## Estimating the 5s level of the ions In⁺ to Xe⁺

The 5s eigenvalue $\varepsilon$ is the energy of the 5s orbital in the one-electron Kohn-Sham equation of an ion, measured from an electron at rest far away, and $B=-\varepsilon$ is its binding. The values below come from scalar-relativistic r2SCAN calculations on spherical ions. $Z$ is the nuclear charge, and $k$, the number of 5p electrons, is the entry under electrons minus 48.

5s eigenvalues of singly charged ions from In⁺ to Xe⁺, from spherical all-electron generalised Kohn-Sham calculations with radks 1 (radial solver with Libxc), r2SCAN, scalar-relativistic and spin-polarised. The 5s shell holds one electron of each spin, and 5p electrons are shared equally between the spins. The nucleus has a Fermi charge distribution.

| species | Z | electrons | configuration | nuclear rms radius (fm) | spin up eigenvalue (eV) | spin down eigenvalue (eV) |
| --- | --- | --- | --- | --- | --- | --- |
| In+ | 49 | 48 | [Kr] 4d10 5s2 | 4.6156 | -15.117 | -15.117 |
| Sn+ | 50 | 49 | [Kr] 4d10 5s2 5p1 | 4.6519 | -18.119 | -18.119 |
| Sb+ | 51 | 50 | [Kr] 4d10 5s2 5p2 | 4.6802 | -21.052 | -21.052 |
| Te+ | 52 | 51 | [Kr] 4d10 5s2 5p3 | 4.7423 | -23.954 | -23.954 |
| I+ | 53 | 52 | [Kr] 4d10 5s2 5p4 | 4.7500 | -26.857 | -26.857 |
| Xe+ | 54 | 53 | [Kr] 4d10 5s2 5p5 | 4.7859 | -29.779 | -29.779 |

The spin up and spin down eigenvalues agree in every row because the calculation put one electron of each spin into 5s and shared the 5p electrons equally between the spins. The equality says nothing about exchange splitting in the real ions.

### Why the level sinks

From one row to the next the ion gains a proton and a 5p electron, and its net charge stays $+1$. Yet $B$ nearly doubles, from 15.117 eV in In⁺ to 29.779 eV in Xe⁺, in five steps that all lie between 2.90 and 3.00 eV.

A point charge at the centre of a thin spherical shell of equal and opposite charge shows why. In atomic units, with shell radius $R$, a test electron at $r>R$ feels nothing, since the two charges cancel. At $r<R$ its energy falls by $1/r-1/R$. The point charge stands for the new proton, the shell for the new 5p electron, and the test electron for 5s. The analogy gives the sign of the step and its dependence on which electron lies inside which. It has no exchange, its shell has no thickness although 5s and 5p overlap strongly, and it contains no other electrons that could move.

The thickness is easily put in. With all orbitals frozen, first-order perturbation theory gives the electrostatic step

$$\Delta B_{\rm frozen}=\langle 1/r\rangle_{5s}-J,\qquad J=\langle 1/r_>\rangle ,$$

where $J$ is the repulsion of the spherical 5s and 5p clouds and $r_>$ is the larger of the two electrons' radii. Since $r_>$ is never smaller than the radius of the 5p electron, $J\le\langle 1/r\rangle_{5p}$, and so

$$\Delta B_{\rm frozen}\ge\langle 1/r\rangle_{5s}-\langle 1/r\rangle_{5p}.$$

Equality is the shell picture with 5s wholly inside 5p. Any 5s density outside the 5p electron lowers $J$ below the bound and raises the step.

The calculation on I⁺ supplies both averages: 0.671 bohr⁻¹ for 5s and 0.554 bohr⁻¹ for 5p, or 18.26 and 15.07 eV. The frozen step is therefore at least $18.26-15.07=3.19$ eV. The self-consistent step at I⁺, the mean of the steps on either side, is 2.91 eV. That is 16% of the bare proton's pull and less than the frozen minimum, so for this ion the numbers show that frozen electrostatics overshoots. The bound is loose. The mean radii of 5s and 5p in this ion are close, about 1.9 and 2.3 bohr, so much of the 5s density lies outside the 5p electron, $J$ falls well below $\langle 1/r\rangle_{5p}$, and the true frozen step lies well above the bound.

Two effects are left out of it. The exchange-correlation potential generally becomes more attractive where density is added, which should enlarge the step. Relaxation works the other way: the electrons already present feel the same incompletely screened proton, contract towards it, and place more charge inside the 5s orbit. Theory thus points to relaxation as what brings the step down, and since the bound is loose it should be a large part of the balance rather than a small correction; the calculation does not separate the two effects.

The same reasoning predicts neighbouring cases in direction. An electron added well inside 5s, as 4d is (its mean radius in I⁺ is less than half that of 5s), cancels the proton better, and the step should be smaller. An electron added further out, in 6s, cancels it less, and the step should be larger. A more highly charged series lacks the repulsion of one more electron and should lie deeper throughout.

### Why a line and not a parabola

Screened hydrogenic scaling, $B=\mathrm{Ry}\,(Z_{\rm eff}/n^*)^2$ with the Rydberg energy Ry, an effective charge $Z_{\rm eff}$ and an effective quantum number $n^*$, is another possible hand estimate. If $n^*$ stays fixed and $Z_{\rm eff}$ rises by a fixed amount per element, $\sqrt{B/\mathrm{Ry}}$ is linear in $k$ (the Moseley form) and the energy steps must grow. The table refutes this. The gain in $\sqrt{B/\mathrm{Ry}}$ falls at every step, from 0.0999 to 0.0745, and the best Moseley fit needs energy steps from 2.55 to 3.33 eV. Slater's rules, with no fit, assign 0.1625 per step and overbind by 9 eV at In⁺ and 33 eV at Xe⁺. They were built for total energies, and their one-electron terms are not eigenvalues.

The nearly constant step is therefore an observation and not a derived law. A plausible reading, which the table does not test, is that several drifts nearly cancel. As the orbitals contract, $\langle 1/r\rangle_{5s}$ and $J$ both rise and their difference, the frozen step, should rise with them, while the relaxation that offsets it should also grow as more outer electrons are there to contract. Relativity is a third drift: the scalar-relativistic stabilisation of an s level grows faster than linearly with $Z$, so it adds a growing share to each step. The steps fall from 3.002 to 2.902 eV over the first three, stay level within rounding at the fourth, and rise to 2.922 eV at the last; the growing relativistic share is the likely source of that upturn. The varying nuclear rms radius is not behind this, since a crude contact estimate puts the whole finite-size shift of 5s in I⁺ at the order of $10^{-3}$ eV.

### The rule, worked on two ions

Summing a constant step $b$ from a starting value $a$ gives $B=a+bk$. A least-squares line through all six rows has $a=15.16$ eV and $b=2.93$ eV. Rounded to whole numbers, with $k=Z-49$,

$$B\approx(15+3k)\ \text{eV}=3\,(Z-44)\ \text{eV}.$$

For Sb⁺, $k=50-48=2$ and $B\approx15+6=21$ eV, so $\varepsilon\approx-21$ eV against $-21.052$ eV. The rule underbinds by 0.05 eV, about 0.2% of the table value. For Xe⁺, $k=5$ gives 30 eV against 29.779 eV, an overbinding of 0.22 eV or 0.7% and the largest absolute miss of this rule. The finer form $15.2+2.9k$ gives $15.2+14.5=29.7$ eV for Xe⁺ and stays within 0.09 eV of every row.

Both worked ions were part of the fit. When each row is predicted from a line through the other five, the worst miss is 0.10 eV, at In⁺, against 0.80 eV for the Moseley form, at Xe⁺. A line through In⁺ and Sn⁺ alone overbinds Xe⁺ by 0.35 eV, the Moseley form by 3.1 eV. The residuals of the full line, up to 0.05 eV, are far above the rounding of the table and follow the drift of the steps. The output after this section lists them row by row.

### Where the rule stops

The rule describes 5p filling at charge $+1$ with 4d and 5s full. Its zero at $Z=44$ has no meaning, because below In⁺ the configuration changes. For $k=6$, which closes the 5p shell, the line extrapolates to about 33 eV and the Moseley form to 1 eV more. Beyond that the added electron leaves the shell and the step should change.

The smoothness through the half-filled shell may be an artefact of the imposed zero moment. Only In⁺ is a closed shell. In the real open-shell ions the unpaired 5p spins would, by exchange, lower the 5s level of parallel spin relative to the other, most strongly in Te⁺ with three unpaired electrons. Terms and spin-orbit coupling are absent as well.

The rule reproduces eigenvalues, not ionisation energies. Once 5p is occupied it lies above 5s, by 11.2 eV in I⁺, and is ionised first. In In⁺, where 5s is the highest level, exact Kohn-Sham theory would equate $B$ with the ionisation energy, roughly 19 eV as a recalled figure. The computed 15.1 eV is some 4 eV shallower. Spin-orbit coupling does not shift an s level in first order, and the likely main cause is the self-interaction error of a semilocal functional, which leaves the electron partly repelled by its own density. That gap is more than ten times the worst error of the rule against the table.

Output of the analysis:

```
max |up-down| = 0.000 eV (imposed); rounding floor 0.0005 eV value, 0.001 eV step
steps of B (eV): 3.002 2.933 2.902 2.903 2.922
total 14.662 eV, ratio 1.970, mean step 2.932 eV
step spread 0.100 eV = 3.4% of mean step
sqrt(B/Ry): 1.0541 1.1540 1.2439 1.3269 1.4050 1.4794
its steps: 0.0999 0.0899 0.0830 0.0781 0.0745
line: B = 15.164 + 2.926 k eV; formal zero at Z = 43.8
Moseley: sqrt(B/Ry) = 1.0656 + 0.0846 k; its steps (eV): 2.55 2.75 2.94 3.14 3.33
Slater Zeff: 5.35 6.00 6.65 7.30 7.95 8.60 ; step of Zeff/n* = 0.1625
rows: In+ Sn+ Sb+ Te+ I+ Xe+ ; table B (eV): 15.117 18.119 21.052 23.954 26.857 29.779
line B (eV): 15.164 18.090 21.016 23.943 26.869 29.796
  model-table (eV): 0.047 -0.029 -0.036 -0.011 0.012 0.017
  rms 0.028, worst In+ +0.047 eV; max rel 0.31%
15.2+2.9k B (eV): 15.200 18.100 21.000 23.900 26.800 29.700
  model-table (eV): 0.083 -0.019 -0.052 -0.054 -0.057 -0.079
  rms 0.061, worst In+ +0.083 eV; max rel 0.55%
15+3k B (eV): 15.000 18.000 21.000 24.000 27.000 30.000
  model-table (eV): -0.117 -0.119 -0.052 0.046 0.143 0.221
  rms 0.130, worst Xe+ +0.221 eV; max rel 0.77%
Moseley B (eV): 15.449 18.001 20.748 23.690 26.827 30.158
  model-table (eV): 0.332 -0.118 -0.304 -0.264 -0.030 0.379
  rms 0.268, worst Xe+ +0.379 eV; max rel 2.20%
Slater B (eV): 24.339 30.613 37.605 45.315 53.745 62.892
  model-table (eV): 9.222 12.494 16.553 21.361 26.888 33.113
  rms 21.567, worst Xe+ +33.113 eV; max rel 111.20%
leave-one-out line (eV): 0.098 -0.041 -0.043 -0.014 0.018 0.035
leave-one-out Moseley (eV): 0.702 -0.167 -0.371 -0.322 -0.043 0.800
from end rows, line err (eV): 0.000 -0.070 -0.070 -0.040 -0.010 0.000
from end rows, Moseley err (eV): 0.000 -0.463 -0.661 -0.631 -0.404 0.000
from first two rows, line err (eV): 0.000 0.000 0.069 0.169 0.268 0.348
from first two rows, Moseley err (eV): 0.000 0.000 0.341 0.984 1.898 3.065
k=6, untested: line 32.7 eV, Moseley 33.7 eV
I+: central step 2.912 eV; bare proton pull 18.26 eV; fraction 16.0%
I+: 5p <1/r> 15.07 eV; frozen electrostatic step >= 3.19 eV; 5p above 5s by 11.24 eV
I+: whole nuclear-size shift of 5s, crude order 1e-3 eV
```
